Conformers of C=C[SiH2]B[SiH2]N without solvent (PySCF 2.14.0, tblite 0.8.0): PBE0-D3(BJ)/pcSseg-1 energies at GFN2-xTB geometries, with GFN2-xTB quasi-harmonic free-energy terms at 298.15 K. The torsions are C1-C2-Si3-B4, C2-Si3-B4-Si5, Si3-B4-Si5-N6 and B4-Si5-N6-H6. One conformer of each mirror pair is shown, and its weight includes both.

| number | torsions in degrees | GFN2-xTB energy above its lowest (kcal/mol) | DFT energy above the lowest (kcal/mol) | free energy above the lowest (kcal/mol) | weight (%) |
| --- | --- | --- | --- | --- | --- |
| 1 | (93,-11,27,177) | 0.450 | 0.000 | 0.000 | 33.60 |
| 2 | (107,-29,-21,-178) | 0.350 | 0.070 | 0.110 | 27.80 |
| 3 | (38,-78,13,178) | 0.250 | 0.190 | 0.360 | 18.10 |
| 4 | (9,46,17,-44) | 0.000 | 0.370 | 0.690 | 10.50 |
| 5 | (111,68,28,-42) | 0.730 | 0.940 | 0.720 | 10.00 |

Conformer 4 has the lowest GFN2-xTB energy but holds only about a tenth of the population. Conformer 5 is the highest in energy by both methods and yet holds nearly as much. Two things explain this. The weights rest on DFT energies, which place conformer 4 above the first three. The free energy also has a second contribution, the looseness of each conformer, which nearly cancels the energy difference between conformers 4 and 5.

**Where the molecule is flexible**

The chain is vinyl–SiH₂–BH–SiH₂–NH₂, with a three-coordinate boron in the middle. Its third torsion stays within 28° of zero, so nitrogen remains near the plane of the boron bonds. Standard bonding theory offers a reason. Boron has an empty p orbital perpendicular to that plane, and Si–H bonds donate into it better than a Si–N bond, whose electrons are held by the electronegative nitrogen. With nitrogen in the plane, the two Si–H bonds lie on either side of it and can overlap with the orbital.

On the vinyl side the same argument has less force, because a Si–C bond is a better donor than a Si–N bond. Turning carbon out of the plane should therefore cost little. The first two torsions do vary widely, while the DFT energies stay within 1 kcal/mol. With minima so close in energy, small effects decide the weights.

**Energy and looseness**

The weight $w$ of a conformer follows from its free energy $G$, which is the sum of the DFT energy $E$ and a thermal term $g$:

$$G=E+g,\qquad \frac{w_5}{w_4}=\exp\left(-\frac{G_5-G_4}{RT}\right),\qquad RT=0.592\ \text{kcal/mol}.$$

The thermal term comes from GFN2-xTB and is counted here from conformer 1. Soft vibrations are expected to cause most of its differences, with smaller parts from zero-point energy and overall rotation. Subtracting the DFT energy from the free energy gives $g_4=0.69-0.37=0.32$ and $g_5=0.72-0.94=-0.22$ kcal/mol. These are the largest and the smallest values in the set.

Conformers 4 and 5 can now be compared in full. Their DFT energies differ by 0.57 kcal/mol, which alone would give $w_5/w_4=\exp(-0.57/0.592)=0.38$. The thermal terms differ by 0.54 kcal/mol in the opposite direction, so only 0.03 remains and the ratio rises to 0.95. The printed weights were made with this formula, so the agreement is no test of it; the calculation shows which term does the work.

For soft vibrations in the classical limit, each mode of frequency $\nu$ contributes $RT\ln(h\nu/k_\mathrm{B}T)$ to the free energy. A difference of 0.54 kcal/mol then corresponds to a product of soft frequencies about 2.5 times larger in conformer 4. Three modes, each about a third higher in frequency, would be enough. This is an equivalent stiffness, not a measured ratio of frequencies, because the softest modes received a special treatment and are the least certain part of the thermal term.

**Why conformer 4 is stiff**

Its first torsion is only 9°, so the C=C bond nearly eclipses the Si–B bond and the outer carbon points towards boron. Standard bond lengths and angles put that carbon roughly 3.4 Å from boron, against about 4.1 Å in conformer 5. A closer contact may narrow the room in which the vinyl group can swing, and a narrower well has less vibrational entropy. Conformer 3, with its vinyl group partly turned in, has the second-largest thermal term.

A straight-line fit of the thermal term to the cosine of the first torsion, made on all five rows, supports this only in part. Its typical miss is 0.08 kcal/mol, within a total spread of 0.54. Conformers 2 and 5 have nearly the same first torsion, yet their thermal terms differ by 0.26 kcal/mol. The turned-in vinyl group is thus a plausible cause of the stiffness of conformers 3 and 4, but it does not explain the extra looseness of conformer 5.

**What changes between the two methods**

If the same thermal terms are added to the GFN2-xTB energies, the five free energies fall within 0.19 kcal/mol and the populations become nearly equal. Low energy goes with stiffness and high energy with looseness, so the two contributions cancel. Such compensation between energy and entropy is familiar, since an attraction that deepens a well often narrows it as well. These five rows cannot prove it, however. Only well-populated conformers were kept, and one of high energy is well populated only if it is loose, so the selection alone could produce much of the pattern.

With DFT energies the cancellation fails for the first four conformers, because DFT reverses their order. Conformer 4 becomes the highest of the four while remaining the stiffest, and both terms now count against it. Its weight would be 34% from GFN2-xTB energies alone and 16% from DFT energies alone; the thermal term lowers the latter to 10.5%.

Conformer 5 breaks the pattern of the DFT column because there the compensation survives in part. Both methods place it highest in energy. Its looseness and the stiffness of conformer 4 together repay nearly all of its energy cost against that conformer, but against conformer 1 only 0.22 of the 0.94 kcal/mol is repaid. Its weight rises from 6% with DFT energies alone to 10%. The irregular row is therefore the one in which the two methods agree about the energetic rank.

Why the methods disagree about the other four is open. GFN2-xTB might overrate the donation into the empty boron orbital when the vinyl-bearing Si–C bond leaves the boron plane, but this cannot be the whole answer. Compared with conformer 1, it does favour conformers 3, 4 and 5 more than DFT does, and all three have this bond well out of the plane. Among these three, however, the shift is largest for conformer 4, where the bond is tilted least, and smallest for conformer 3, where it is tilted most. The amino group may play a part too, for the fourth torsion sets conformers 4 and 5, which have the largest shifts, apart from the rest. It follows only one of the two N–H bonds, though, so the table cannot tell a real turn of the group from an exchange of its two hydrogens. The DFT energies were also computed at GFN2-xTB geometries, which may strain some conformers more than others.

**How far the weights can be trusted**

The reversal involves energies of a few tenths of a kcal/mol, and the small basis set and the functional can cause errors of that size. An error of 0.3 kcal/mol changes a ratio of weights by a factor of 1.7. Neighbouring rows could therefore change places, most easily conformers 1 and 2 or conformers 4 and 5. The percentages also refer to these five conformers only, which cover about 74% of the GFN2-xTB population found in the search. The search itself may have missed some conformers, and one left out could matter once DFT energies are used.

The reasoning carries over to the same conformers at another temperature. Vibrational entropy enters the free energy multiplied by temperature, whereas the energy differences stay fixed. Cooling should therefore favour the stiff conformer 4 over the loose conformer 5, and warming should do the reverse. The output below gives the weights with and without the thermal terms for both methods.

The analysis program printed:

```
Weights in % from energies alone and with thermal terms:
  row  GFN2 energy only  DFT energy only  GFN2 energy plus thermal  DFT energy plus thermal
    1             15.76            29.81                     18.84                    33.51
    2             18.66            26.49                     20.85                    27.83
    3             22.09            21.63                     19.82                    18.25
    4             33.68            15.97                     23.46                    10.46
    5             9.823              6.1                     17.03                    9.941
Thermal term and vinyl turn:
  row  thermal term kcal/mol  first torsion deg  rough C to B distance angstrom  GFN2 free energy kcal/mol
    1                      0                 93                           3.991                       0.13
    2                   0.04                107                           4.115                       0.07
    3                   0.17                 38                           3.524                        0.1
    4                   0.32                  9                           3.403                          0
    5                  -0.22                111                           4.148                       0.19
fit of therm on 5 rows: constant 0.0009281 +/- 0.051, coefficient of fold 0.2847 +/- 0.084; rms 0.0822, worst 2 -0.122, leave-one-out rms 0.137
RT at 298.15 K in kcal/mol: 0.5925
Correlation of thermal term with GFN2-xTB energy in all five rows: -0.9948
Correlation of thermal term with DFT energy in rows 1 to 4: 0.9972
Span of GFN2-xTB free energies in kcal/mol: 0.19
Span of DFT-based free energies in kcal/mol: 0.72
DFT energy of row 5 above row 4 in kcal/mol: 0.57
Free energy of row 5 above row 4 in kcal/mol: 0.03
Thermal term of row 4 above row 5 in kcal/mol: 0.54
Equivalent ratio of soft-frequency products row 4 to row 5: 2.488
Change of a weight ratio for an energy error of 0.3 kcal/mol as a factor: 1.659
```
